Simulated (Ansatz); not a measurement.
## Strength of the N–C bond: C3H8BN → C2H5BN + CH3

Species: C3H8BN `BN(C)C=C`, singlet; C2H5BN `B[N]C=C`, doublet; CH3 (methyl radical) `[CH3]`, doublet. 

Shapes, held fixed at every level: PBE0-D4/def2-TZVP. Flexible molecules stand in one conformer, not always the lowest. Programs: Ansatz 0.2.0. The zero-point and thermal change to 298 K, harmonic and unscaled (PBE0-D4/def2-TZVP), is -29.1 kJ/mol.

Estimate ΔH(298 K) of this reaction.

B2PLYP/def2-TZVPP gives ΔH(298 K) = +309.1 kJ/mol; the levels span +192.6 to +380.0. The median of the levels is +302.7. Hartree–Fock misses the correlation of the pair that is broken and comes out low. No measured value is set beside it here. Spin contamination: C2H5BN (⟨S²⟩ up to 0.96). Open shells run unrestricted unless RO is named. Times are processor times on shared x86 and Arm servers, and rough.

| level | kind | ΔH(298 K) (kJ/mol) | CPU time (sum over the molecules) |
| --- | --- | --- | --- |
| HF/def2-SVP | Hartree–Fock | +192.6 | – |
| SPW92/def2-TZVPP | LDA | +380.0 | 8.1 s |
| r2SCAN-D4/def2-TZVPP | meta-GGA | +278.6 | 28 s |
| B3LYP-D4/def2-TZVPP | global hybrid | +296.4 | 24 s |
| BHLYP-D4/def2-TZVPP | global hybrid | +295.5 | 17 s |
| PBE0-D4/def2-TZVPP | global hybrid | +311.5 | 18 s |
| wB97X-V/def2-TZVPP | range-separated hybrid | +328.0 | 41 s |
| B2PLYP/def2-TZVPP | double hybrid | +309.1 | 31 s |

Breaking this N–C bond is strongly endothermic at every level, as expected for homolysis of a two-electron σ bond. Leaving aside Hartree–Fock and the LDA, whose high value probably reflects its familiar overbinding, the estimates run from +278.6 to +328.0 kJ/mol, with the double hybrid inside that range. The cost is that of a fairly weak N–C single bond, and the likely reason lies in the nitrogen fragment. Once methyl has left, the unpaired electron can occupy a π orbital on nitrogen and spread onto the terminal vinyl carbon, as in a 1-azaallyl radical. Against this, the intact molecule has its own stabilisation, because the nitrogen lone pair is shared between the empty boron p orbital and the vinyl group. The reaction enthalpy therefore measures the balance of these effects as well as the σ bond itself. Without a matching cleavage in a saturated or boron-free amine, the separate contributions of the vinyl and boryl groups cannot be assigned.
